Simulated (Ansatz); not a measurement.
Gd: pressure and energy change per atom against volume scale

Plane-wave DFT, scalar-relativistic PAW made under PBE with cores redone for the functional, no dispersion; the given relaxed cell is scaled uniformly, energy at zero smearing counts from the unscaled cell, pressure at the given Fermi-Dirac smearing is positive in compression. The results are calculated, by Ansatz 0.2.0.

The cell before it is scaled or strained (space group P6_3/mmc, No. 194):
```
Gd
1.0
      3.6801     0.0000     0.0000
     -1.8401     3.1871     0.0000
      0.0000     0.0000     5.9259
Gd
2
Direct
  0.33333 0.66667 0.25000
  0.66667 0.33333 0.75000
```

Settings of every row: spin polarised yes; functional RPBE; wave cutoff 420 eV; smearing width 0.05 eV; k mesh 13x13x7.

Atom:
```csv
element,starting moment (Bohr magneton)
Gd,7.29
Gd,-7.29
```

Limits: open f shell: the state may not be the lowest.

```csv
row,volume scale,V (Å³/atom),pressure (GPa),energy change per atom (meV),largest site moment (Bohr magneton)
1,0.88,30.582,4.76,54.29,7.26
2,0.92,31.972,2.88,22.07,7.27
3,0.96,33.362,1.31,4.82,7.28
4,1.04,36.142,?,?,?
5,1.08,37.532,-2,19.72,7.3
6,1.12,38.922,-2.77,41.25,7.3
```

Question: what pressure and energy change per atom should row 4 give?

Worked fit of pressure. Take u = (V_r/V)^(2/3) − 1 with V_r = 33.362 Å³ an atom, which is twice the finite (Eulerian) strain; such expansions in the strain, on which the Birch-Murnaghan equation of state is built, carry the rest volume and the bulk modulus. The shown rows have u = 0.05972, 0.02878, 0, -0.07551, -0.09766. Least squares give pressure = 1.313 + 51.63 × u + 101.3 × u² GPa; a straight line predicts inner rows, each left out in turn, worse (root mean square 0.27 against 0.0098 GPa). The rows lie off it by 0.00, 0.00, 0.00, 0.01, -0.01. The withheld row has u = -0.05196, so the fit gives 1.313 + 51.63 × (-0.05196) + 101.3 × (-0.05196)² = -1.10 GPa.

The calculation gave -1.08 GPa. The fit lies 0.02 GPa (0.27 % of the column's range) below it; its largest miss of a shown row is 0.01 GPa.

Worked fit of energy change per atom. Take u = (V_r/V)^(2/3) − 1 with V_r = 33.362 Å³ an atom, which is twice the finite (Eulerian) strain; such expansions in the strain, on which the Birch-Murnaghan equation of state is built, carry the rest volume and the bulk modulus. The shown rows have u = 0.05972, 0.02878, 0, -0.07551, -0.09766. Least squares give energy change per atom = 4.778 + 374.88 × u + 7640 × u² meV; a straight line predicts inner rows, each left out in turn, worse (root mean square 20 against 0.35 meV). The rows lie off it by -0.12, 0.17, 0.04, -0.31, 0.22 (root mean square 0.19 meV). The withheld row has u = -0.05196, so the fit gives 4.778 + 374.88 × (-0.05196) + 7640 × (-0.05196)² = 5.93 meV.

The calculation gave 5.53 meV. The fit lies 0.40 meV (7.2 % of the value, 0.81 % of the column's range) above it; its largest miss of a shown row is 0.31 meV.

The other values of row 4: largest site moment 7.29 Bohr magneton.
